## How fine a basis does a crystal volume need?

A plane-wave calculation builds the electron waves of a crystal from ripples of many wavelengths. The wave cutoff sets the kinetic energy of the shortest ripple allowed. Below, the same cubic crystal, TiCo₃, is relaxed to zero pressure with five cutoffs and one density functional. The volume change is counted from the common starting cell.

TiCo₃ (Pm-3m, 4 atoms per cell), cell and atoms relaxed to zero pressure with Ansatz 0.2.0: r2SCAN, scalar-relativistic, PAW potentials (set soft_2), collinear spins, 12×12×12 k mesh, Gaussian smearing of 0.1 eV. The density cutoff is four times the wave cutoff. Volume changes are relative to the common starting cell of 11.80 Å³ per atom.

```tsv
wave cutoff	volume per atom (Å³)	volume change (%)	length a (Å)
250 eV	12.901	9.330	3.723
350 eV	11.520	-2.380	3.585
500 eV	11.540	-2.210	3.587
520 eV	11.540	-2.200	3.587
650 eV	11.540	-2.210	3.587
```

**1. Which row stands apart, and what does it lack?**

The 250 eV row does: its volume is 12% above that of the 650 eV row, while 350 eV comes within 0.2%. What it lacks is resolution. A ripple of kinetic energy $E=\hbar^2k^2/2m$ has a half wavelength $\pi/k$, and this is the finest detail that the basis can draw. It is 0.39 Å at 250 eV and 0.24 Å at 650 eV.

Titanium and cobalt need fine detail. Their 3d electrons sit close to the nucleus, and the 3s and 3p electrons, which are also treated explicitly here, are compact as well. The projector method smooths these waves near the nuclei but leaves them much sharper than the 4s waves.

**2. Why does the edge look less wrong than the volume?**

The cell stays cubic, so its volume goes as the cube of the edge. At 250 eV the edge is $3.723/3.587=1.038$ times that at 650 eV, and $1.038^3$ is about 1.12. An error of 4% in a length is thus an error of 12% in a volume. Anyone who compares tolerances should first ask which of the two is meant.

**3. Why is the volume nearly right at 350 eV when the energy is not?**

In the starting cell, the 350 eV energy lies 37 meV per atom above the 650 eV value. An error of this size can matter when the stabilities of different compounds are compared, because such differences may be equally small. With the same cutoff and potentials throughout, though, much of it is expected to cancel. The volume hardly notices, since it is set by the place where the energy curve is flat, not by the curve's height. An error that is the same at every volume lifts the whole curve and leaves its minimum in place.

There is a physical reason for such cancellation. The sharp features that the basis misses sit near the nuclei and move with the atoms when the cell is stretched. They change little, so the energy missing from them changes little too. What shifts the volume is only the part of the error that varies with volume.

**4. Can the pressure in the starting cell foretell the relaxed volume?**

Near its equilibrium a solid behaves like a spring, and pressure is proportional to volume change:

$$\frac{\Delta V}{V}\approx\frac{p}{K}.$$

Here $p$ is the pressure in the starting cell, positive if the cell pushes outward, and $K$ is a stiffness. The 650 eV row alone fixes it: a pressure of −4.243 GPa led to a change of −2.21%, so $K=4.243/0.0221=192$ GPa.

The 350 eV row, which played no part in this, starts at −4.654 GPa. The rule gives $-4.654/192=-2.42\%$, and the full relaxation gave −2.38%. At 250 eV the starting pressure is +15.6 GPa and the rule gives an expansion of 8.1%, against the 9.3% computed. The direction and rough size are right, but neither a linear rule nor a stiffness taken from a good basis can be relied on there.

**5. Why does the crystal swell at 250 eV?**

The basis error has become enormous on the scale of elastic energies. In the starting cell the 250 eV energy is 13.5 eV per cell too high, measured against 650 eV. The same spring picture puts the elastic cost of the whole expansion at only a few tenths of an eV. If the basis error falls by a few per cent as the cell grows, the gain outweighs this cost and the minimum moves outward.

The energies support this reading. At this cutoff the relaxed cell lies 0.23 eV below the starting cell, close to what the starting pressure and the volume change imply. The 250 eV energy itself thus favours the larger cell over the starting one. One part of the relaxation looks contradictory: over its first accepted step the energy rose by 0.85 eV, although the pressure pushed outward both before and after. The likely reason is that a fixed set of ripples is stretched with the cell and then resolves less. When the set was apparently rebuilt for the new cell, the energy dropped to just below its starting value. The reported pressure seems to leave this stretching effect out, since it roughly fits the energies of rebuilt sets. Even from one rebuild to the next, though, the energy didn't always fall, so the final volume marks the minimum only roughly.

Why the error falls on expansion is less clear. The stretching of a fixed set of ripples can't be the reason: its effect, called Pulay stress, pulls the cell inward. A coarse density grid is a plausible suspect, but the grid was refined together with the cutoff, so these rows can't separate the two.

**6. Which signs would have given the bad row away?**

The final pressure would not, because every row ends near zero. Nor would the total magnetic moment. Cobalt and titanium moments point in opposite directions in all rows, and the total stays at 2.84 Bohr magnetons per cell. Yet at 250 eV the moment on each cobalt atom is about 5% larger than at 650 eV, and the opposing one on titanium is about a quarter larger. The two changes largely cancel. A total can look settled while its parts are not.

The program gave a plain sign of its own: it warned that the cutoffs of 250 eV and 350 eV lie below the recommended one. The 250 eV relaxation also needed far more steps than the others.

A further sign lies in the course of the relaxation. Each run seems to have rebuilt its basis after first coming close to zero pressure. At 250 eV a pressure of 14 GPa then returned, and at 350 eV one of −1.3 GPa. From 500 eV upward it was about 0.02 GPa at most. In the bad row later rounds of relaxation removed this sign, so a look at the final cell alone would have missed it.

**7. Which digits can be trusted?**

From 500 eV upward the volumes agree to better than 0.001 Å³ per atom. The small pressures left at the end of the runs allow an uncertainty of about that size. The value 11.54 Å³ per atom is thus settled with respect to the cutoff, and a third decimal would be doubtful. The step between −2.20% and −2.21% has no physical meaning.

Settled with the cutoff doesn't mean true to nature. The functional, the sampling of electron waves and the smearing were the same in every row, so their errors remain. The search for other magnetic states was also brief, and a lower one may exist.

**8. What would change with another element?**

The sharpest electron waves in the cell set the cutoff, however few atoms carry them. Replacing cobalt by an element with only smooth outer s and p electrons would still leave titanium's compact shells to be resolved. Adding oxygen can raise the demand, because its outer p waves are compact: there is no inner p shell to keep them away from the nucleus. The projector method can smooth them, but only in part. The choice of potential matters too, since a softer one needs fewer short ripples. For a new material, the cutoff should therefore be tested on the quantity that is wanted: a volume may settle well before an energy does.
